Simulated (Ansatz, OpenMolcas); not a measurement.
**BGeNH6 (SMILES B[NH][GeH3]): methods side by side**

BGeNH6 has 9 atoms, charge 0, and is taken as a singlet. As SMILES, `B[NH][GeH3]`. The shape is that of a PBE0-D4/def2-TZVP optimisation.

```csv
atom,x (Å),y (Å),z (Å)
B,-0.8740,0.6295,-1.1629
N,-0.0233,0.6871,-0.0627
Ge,0.6652,-0.7614,0.8666
H,-1.2179,-0.4407,-1.5810
H,-1.2491,1.6470,-1.6748
H,0.2539,1.5984,0.2725
H,2.2016,-0.7148,0.8049
H,0.1149,-2.0152,0.1846
H,0.2173,-0.6760,2.3357
```

Quantity: the HOMO–LUMO gap, in eV. The values are calculated.

```tsv
level	kind	program	value (eV)
BLYP/6-31G* (spherical functions)	GGA	OpenMolcas	6.44
M06-L/6-31G* (spherical functions)	meta-GGA	OpenMolcas	7.08
TPSS/6-31G* (spherical functions)	meta-GGA	OpenMolcas	6.74
M06-2X/6-31G* (spherical functions)	hybrid meta-GGA	OpenMolcas	10.66
B3LYP/6-31G* (Cartesian functions)	global hybrid	Ansatz	8.17
HSE06/6-31G* (spherical functions)	range-separated hybrid	Ansatz	7.93
B2PLYP/6-31G* (spherical functions)	double hybrid	OpenMolcas	10.89
PBE-QIDH/6-31G* (spherical functions)	double hybrid	Ansatz	12.40
```

All-electron rows without a relativistic Hamiltonian named are non-relativistic. The values span 6.44 to 12.40 eV. Orbital gaps aren't excitation energies, and those of double hybrids come from the SCF part alone; they tend to grow with the share of exact exchange.

The gap widens from the semilocal functionals through B3LYP and HSE06 to M06-2X and the double hybrids. HSE06 breaks a simple ordering by exchange fraction: it lies below B3LYP despite its larger short-range share. M06-2X and B2PLYP, with similar shares, nearly coincide at 10.66 and 10.89 eV. The pattern probably reflects nonlocal exchange lowering the occupied orbitals relative to the empty ones, an effect that screening curtails in HSE06.

The wide gap at every level fits the bonding. Nitrogen and boron are both planar and share a common plane, so the nitrogen lone pair can donate into the empty boron p orbital. This stabilises the occupied B–N π level and pushes its antibonding partner up. The HOMO is therefore probably π-type and weighted towards nitrogen, while a valence LUMO would have mainly boron character. Without diffuse functions in the basis, however, the calculations can't establish whether the lowest empty level is truly this valence π* orbital or a more extended one.
